Dear colleague,

Your low-temperature OH + H₂ → H₂O + H rates probe energies far below the barrier top, and there the usual semiclassical transition-state theory (SCTST) extrapolates an expansion made at the saddle point. One coordinate and one exactly solvable barrier are enough to show what goes wrong and how much it costs.

**The VPT2 action.** Let the barrier top lie $V_1$ above the reactants, let $W$ be the magnitude of the imaginary angular frequency, and let $\Delta E=V_1-E$. The transmission is written

$$P=\frac{1}{1+e^{2\theta}},\qquad \theta=\frac1\hbar\int\sqrt{2m(V-E)}\,dx ,$$

with the integral taken once across the forbidden region. For a well of frequency $\omega$ with third and fourth derivatives $f_3,f_4$, second-order vibrational perturbation theory (VPT2) gives $E=\hbar\omega(n+\tfrac12)+x(n+\tfrac12)^2+G_0$, with

$$x=\frac{\hbar^2}{16m^2\omega^2}\Big[f_4-\frac{5f_3^2}{3m\omega^2}\Big],\qquad G_0=\frac{\hbar^2}{64m^2\omega^2}\Big[f_4-\frac{7f_3^2}{9m\omega^2}\Big].$$

Miller's continuation to a barrier sets $\omega\to iW$ and $n+\tfrac12\to i\theta/\pi$. Leaving $G_0$ aside for now, $\Delta E=\hbar W\theta/\pi+x_{FF}\theta^2/\pi^2$, where $F$ labels the reaction coordinate. For $x_{FF}<0$ the root that vanishes at the top is

$$\theta_V=\frac{2\pi D}{\hbar W}\Big[1-\sqrt{1-\Delta E/D}\Big],\qquad D=\frac{(\hbar W)^2}{4|x_{FF}|},$$

which is real only for $\Delta E\le D$. With more modes, $W$ and $\Delta E$ depend on the quantum numbers of the transverse vibrations, and the formula holds state by state.

**The model.** Take the Eckart barrier with forward height $V_1$ and reverse height $V_2$. With $s_i=\sqrt{V_i}$, $y=e^{x/a}$ and $t=y/(1+y)$,

$$V=At+Bt(1-t)=V_1-B(t-p)^2,$$

where $A=V_1-V_2$, $B=(s_1+s_2)^2$, $p=s_1/(s_1+s_2)$ and $q=1-p$. Using $dt/dx=t(1-t)/a$ at $t=p$,

$$mW^2a^2=2Bp^2q^2=\frac{2V_1V_2}{B},\quad af_3=-3mW^2(q-p),\quad a^2f_4=-mW^2(7-36pq).$$

Put $\omega^2=-W^2$ in the VPT2 constants. The bracket of $x$ becomes $8(mW^2/a^2)(1-3pq)$, and $1-3pq=(V_1+V_2-s_1s_2)/B$, so

$$x_{FF}=-\frac{\hbar^2(1-3pq)}{2ma^2},\qquad D=\frac{V_1V_2}{V_1+V_2-\sqrt{V_1V_2}},\qquad G_0=-\frac{(\hbar W)^2}{16\sqrt{V_1V_2}}.$$

The WKB action is elementary. We have $(V-E)(1+y)^2=(E-A)(y-y_1)(y_2-y)$, with $y_1y_2=E/(E-A)$ and $(1+y_1)(1+y_2)=B/(E-A)$. Write $dx=a\,dy/y$, split $1/[y(1+y)]=1/y-1/(1+y)$, and use

$$\int_{y_1}^{y_2}\frac{\sqrt{(y-y_1)(y_2-y)}}{y+\sigma}\,dy=\pi\Big[\frac{y_1+y_2}{2}+\sigma-\sqrt{(y_1+\sigma)(y_2+\sigma)}\Big]$$

at $\sigma=0$ and $1$. This gives $\theta_E=(\pi a\sqrt{2m}/\hbar)[\sqrt B-\sqrt E-\sqrt{E-A}]$. Eliminating $a\sqrt{2m}=2s_1s_2/[(s_1+s_2)W]$,

$$\theta_E=\frac{2\pi}{\hbar W}\frac{\sqrt{V_1V_2}}{\sqrt{V_1}+\sqrt{V_2}}\Big[\sqrt{V_1}+\sqrt{V_2}-\sqrt{V_1-\Delta E}-\sqrt{V_2-\Delta E}\Big].$$

**What follows in general.** For $V_1=V_2$ one finds $D=V_1$ and $\theta_E=\theta_V$ at every energy. So $\theta_V$ is always the action of a symmetric Eckart barrier of height $D$. For unequal heights the two series in $\Delta E$ share their first two terms and then part:

$$\theta_E-\theta_V=\frac{\pi}{\hbar W}\frac{(\sqrt{V_1}-\sqrt{V_2})^2}{8(V_1V_2)^{3/2}}\,\Delta E^3+O(\Delta E^4).$$

Among barriers of finite heights VPT2 is therefore exact at the WKB level only for $V_1=V_2$. It becomes exact again in the limit $V_2\to\infty$, where the barrier turns into an inverted Morse curve and $D\to V_1$. With $r=s_1/s_2<1$, $D/V_1=1/(1-r+r^2)$ exceeds 1 and reaches its maximum, $4/3$, at $r=1/2$. An exothermic Eckart barrier thus never makes $\theta_V$ complex at an open energy; its failure is in the value of the action. A complex $\theta_V$ needs $D<V_1$, which a real surface can produce, because there $f_3$ and $f_4$ are not tied to the asymptotes.

**Numbers.** I assume rounded values typical of OH + H₂: classical heights $V_1=22.5$ and $V_2=90.0$ kJ/mol (exothermicity 67.5 kJ/mol) and $\hbar W=15.0$ kJ/mol, or $W=2.36\times10^{14}$ s⁻¹. Energies are molar, so $R$ replaces $k_B$. Then $r=1/2$, $D=30.0$ kJ/mol, $x_{FF}=-1.875$ kJ/mol and $G_0=-0.3125$ kJ/mol. VPT2 puts both asymptotes 7.5 kJ/mol below the true reactants and 60.0 kJ/mol above the true products. With $\varepsilon=E/V_1$,

$$\theta_V=2\pi\big[2-\sqrt{1+3\varepsilon}\big],\qquad \theta_E=2\pi\big[3-\sqrt\varepsilon-\sqrt{\varepsilon+3}\big].$$

The Schrödinger equation for this barrier has the known exact solution (Eckart, 1930)

$$P_{\rm ex}=\frac{\cosh 2\pi a(k_1+k_2)-\cosh 2\pi a(k_1-k_2)}{\cosh 2\pi a(k_1+k_2)+\cosh\pi\sqrt{c^2-1}},$$

with $\hbar k_1=\sqrt{2mE}$, $\hbar k_2=\sqrt{2m(E-A)}$ and $c^2=8ma^2B/\hbar^2$, so that $c=4\sqrt{V_1V_2}/\hbar W=12$. Here $2\pi ak_1=4\pi\sqrt\varepsilon$ and $2\pi ak_2=4\pi\sqrt{\varepsilon+3}$. All cosh arguments are large, and to far more figures than I print

$$P_{\rm ex}=\frac{1-e^{-8\pi\sqrt\varepsilon}}{1+e^{2\theta_E-\delta}},\qquad \delta=\pi\big(c-\sqrt{c^2-1}\big)=0.131 .$$

To leading order $\delta=\pi/2c=-2\pi G_0/\hbar W$, the effect of $G_0$ at the top. $P_V$ and $P_E$ below are $1/(1+e^{2\theta})$ with the two actions.

| $E$ (kJ/mol) | $\theta_V$ | $\theta_E$ | $P_V/P_E$ | $P_{\rm ex}/P_E$ |
|---|---|---|---|---|
| 18.0 | 0.981 | 0.982 | 1.00 | 1.12 |
| 9.0 | 3.247 | 3.290 | 1.09 | 1.14 |
| 4.5 | 4.619 | 4.800 | 1.44 | 1.14 |
| 0.9 | 5.917 | 6.638 | 4.23 | 1.13 |
| 0 | 6.283 | 7.967 | 29.0 | 0 |

The correction beyond WKB, $e^{\delta}=1.14$, outweighs the asymmetry effect down to 9.0 kJ/mol; by 4.5 kJ/mol the asymmetry dominates. At threshold the exact transmission vanishes, which neither action describes.

**Which energies you sample.** Below the crossover temperature $T_c=\hbar W/2\pi R=287$ K, with $P\approx e^{-2\theta}$, the weight $Pe^{-E/RT}$ peaks where $2\,d\theta/d\Delta E=1/RT$. This is the instanton condition that the imaginary-time period equals $\hbar/k_BT$. VPT2 gives $\Delta E^*=D[1-(T/T_c)^2]$, which reaches $V_1$ at $T_c\sqrt{1-V_1/D}=144$ K; below that it has no stationary point at an open energy. The Eckart condition, $2\pi[1/\sqrt\varepsilon+1/\sqrt{\varepsilon+3}]=V_1/RT$, has a root at every $T<T_c$, because the period diverges on the flat reactant tail. At 150 K the peak lies at $E=0.69$ kJ/mol for VPT2 and at 4.2 kJ/mol for the true action: VPT2 moves the weight to where it is worst.

The tunnelling factor relative to classical crossing is

$$\kappa=\frac{1}{RT}\int_0^\infty P(E)\,e^{(V_1-E)/RT}\,dE .$$

The full VPT2 scheme includes $G_0$ through $\Delta E\to\Delta E+G_0$, so I list that variant too. Quadrature gives:

| $T$ (K) | VPT2 | Eckart WKB | VPT2 with $G_0$ | exact |
|---|---|---|---|---|
| 300 | 4.53 | 4.36 | 5.13 | 4.83 |
| 200 | 47.5 | 38.8 | 56.7 | 44.0 |
| 150 | $1.46\times10^3$ | $0.90\times10^3$ | $1.80\times10^3$ | $1.02\times10^3$ |

Compare like with like. At WKB order VPT2 exceeds the true action's result by factors 1.04, 1.22 and 1.63. With $G_0$ it exceeds the exact result by 1.06, 1.29 and 1.76. VPT2 without $G_0$ falls 6 per cent below the exact value at 300 K, about as far as the $G_0$ variant lies above it, and is the nearer of the two at 200 and 150 K. That is a partial cancellation of two errors of opposite sign, the omitted $G_0$ and the underestimated action.

**The repair and its limits.** Replacing $\theta_V$ by $\theta_E$ brings in what the saddle-point expansion cannot know, the two asymptotes. The action is then real at all open energies and its period diverges at threshold. In this model the remaining shortfall is a nearly constant factor, with exact over WKB equal to 1.11, 1.13 and 1.14, and subtracting $\delta$ from $2\theta_E$ leaves only the threshold factor. The model flatters the repair, since the barrier is Eckart by construction. A real calculation supplies four numbers, $W$, $D$, $V_1$ and $V_2$, while one Eckart curve has three parameters and fixes $D$ itself. Wagner (2013) met all four by joining Eckart pieces. Comparing the computed $D$ with $V_1V_2/(V_1+V_2-\sqrt{V_1V_2})$ tells you how far a single curve is from adequate.

These $\kappa$ are the model's, not those of OH + H₂. Typical knowledge of this reaction puts the factor at several near room temperature and at some tens near 200 K, so the assumed inputs give the usual size, but that tests nothing. The model leaves out the zero-point change along the path, the coupling of the reaction coordinate to the other modes and the shallow entrance-channel well. Any of them can shift $\kappa$ by as much as the ratios above, the last one most of all near threshold. What carries over to your analysis is the mechanism: for a barrier of roughly Eckart shape with this asymmetry, VPT2 underestimates the deep action, the excess tunnelling is a few per cent near $T_c$, and it grows quickly as the temperature approaches $T_c/2$.